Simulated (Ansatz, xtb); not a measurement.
## Relative energy of two isomers of BrGeH5OSi

Structure I: `[OH][Ge@@H]([SiH3])[Br]`, a singlet. Structure II: `[OH][GeH2][SiH2]Br`, a singlet. Both are isolated molecules in the gas phase, relaxed with r2SCAN-D4/def2-SVP; the shapes shown needn't be the lowest conformers.

I (Å):

| atom | x (Å) | y (Å) | z (Å) |
| --- | --- | --- | --- |
| Br | -1.7094 | 0.9900 | 0.4689 |
| Ge | -0.7573 | -0.6343 | -0.9180 |
| O | -1.9719 | -1.1692 | -2.1038 |
| Si | 1.1083 | 0.4555 | -1.9300 |
| H | -2.2665 | -0.4509 | -2.6807 |
| H | -0.5194 | -1.8850 | -0.0663 |
| H | 0.5771 | 1.6033 | -2.7227 |
| H | 1.8363 | -0.4840 | -2.8344 |
| H | 2.0246 | 0.9516 | -0.8629 |

II (Å):

```xyz
9

Br   -1.3192   -0.2410    2.3777
Ge    1.2779    1.7730    0.8328
O    -0.1697    2.8144    0.6926
Si    0.4351   -0.4567    0.9780
H    -0.8641    2.5139    1.2977
H     2.0944    2.0678   -0.4310
H     2.0904    2.1256    2.0964
H     1.3711   -1.4579    1.5676
H    -0.0896   -0.9736   -0.3185
```

Quicker runs give these differences E(II) − E(I): GFN2-xTB +0.391 eV; HF/STO-3G +0.071 eV (at GFN2-xTB geometries); r2SCAN-D4/def2-SVP//GFN2-xTB +0.152 eV.

**Question.** Estimate E(II) − E(I) at the level CCSD(T)/def2-SVP + ΔMP2/def2-TZVPP.

**Answer.** Too close to call at this level: CCSD(T)/def2-SVP + ΔMP2/def2-TZVPP gives E(II) − E(I) = +0.085 eV.

The same difference at several levels:

```json
{"level": "GFN2-xTB", "geometry": "GFN2-xTB", "E(II) − E(I) (eV)": "+0.391", "departure from the last row (eV)": "+0.306", "job, with rough time for the two": "optimisation, 1.5 s"}
{"level": "HF/STO-3G", "geometry": "GFN2-xTB", "E(II) − E(I) (eV)": "+0.071", "departure from the last row (eV)": "−0.014", "job, with rough time for the two": "single point, 5.3 s"}
{"level": "r2SCAN-D4/def2-SVP//GFN2-xTB", "geometry": "GFN2-xTB", "E(II) − E(I) (eV)": "+0.152", "departure from the last row (eV)": "+0.067", "job, with rough time for the two": "single point, 14 s"}
{"level": "r2SCAN-D4/def2-SVP", "geometry": "r2SCAN-D4/def2-SVP", "E(II) − E(I) (eV)": "+0.113", "departure from the last row (eV)": "+0.028", "job, with rough time for the two": "optimisation, 4.3 min"}
{"level": "HF/def2-SVP", "geometry": "r2SCAN-D4/def2-SVP", "E(II) − E(I) (eV)": "+0.127", "departure from the last row (eV)": "+0.041", "job, with rough time for the two": "part of the CCSD(T) run"}
{"level": "MP2/def2-SVP", "geometry": "r2SCAN-D4/def2-SVP", "E(II) − E(I) (eV)": "+0.116", "departure from the last row (eV)": "+0.030", "job, with rough time for the two": "part of the CCSD(T) run"}
{"level": "CCSD(T)/def2-SVP", "geometry": "r2SCAN-D4/def2-SVP", "E(II) − E(I) (eV)": "+0.120", "departure from the last row (eV)": "+0.035", "job, with rough time for the two": "single point"}
{"level": "CCSD(T)/def2-SVP + ΔMP2/def2-TZVPP", "geometry": "r2SCAN-D4/def2-SVP", "E(II) − E(I) (eV)": "+0.085", "departure from the last row (eV)": "", "job, with rough time for the two": "single point, 2.6 min"}
```

As drawn, II has 1 Br–Si, 1 Ge–H in place of 1 Br–Ge, 1 Si–H.

The largest departure from CCSD(T)/def2-SVP + ΔMP2/def2-TZVPP is that of GFN2-xTB, 0.306 eV. The last row adds to CCSD(T) the change of the MP2 difference between the two basis sets, here −0.035 eV.

With thermal terms from frequencies at re-optimised GFN2-xTB minima (ideal gas, soft modes damped towards free rotors, one conformer each, 298.15 K, 1 atm): the zero-point term adds +0.023 eV; ΔH is +0.092 and ΔG +0.124 eV.

The correlated steps freeze 24 core orbitals; the filled d shell of Br and Ge is correlated, in a basis made for valence electrons. Mirror images aren't counted in ΔG. Codes used: Ansatz 0.2.0, xtb 6.7.1; the last row on 2 threads of Intel(R) Xeon(R) Processor @ 2.50GHz (Skylake/Cascade Lake) on a shared host.

Every level places I, with bromine on germanium, below II, but the best gap of +0.085 eV is small enough that the preference is only slight. The isomers differ by an exchange of Br and H between Ge and Si. Silicon generally forms the stronger bond to either atom, so the gain from Si–Br in II is largely offset by the loss of Si–H. The remaining tilt towards I probably reflects the geminal placement of O and Br on germanium, where oxygen lone-pair donation into the Ge–Br σ* orbital can stabilise the molecule.

Because both isomers contain similar single bonds, correlation largely cancels: HF, MP2 and CCSD(T) in def2-SVP lie close together, and enlarging the basis matters more. The closeness of HF/STO-3G to the best value is therefore probably fortuitous, given its minimal basis. The energy difference alone doesn't separate the geminal effect from the intrinsic bond strengths.
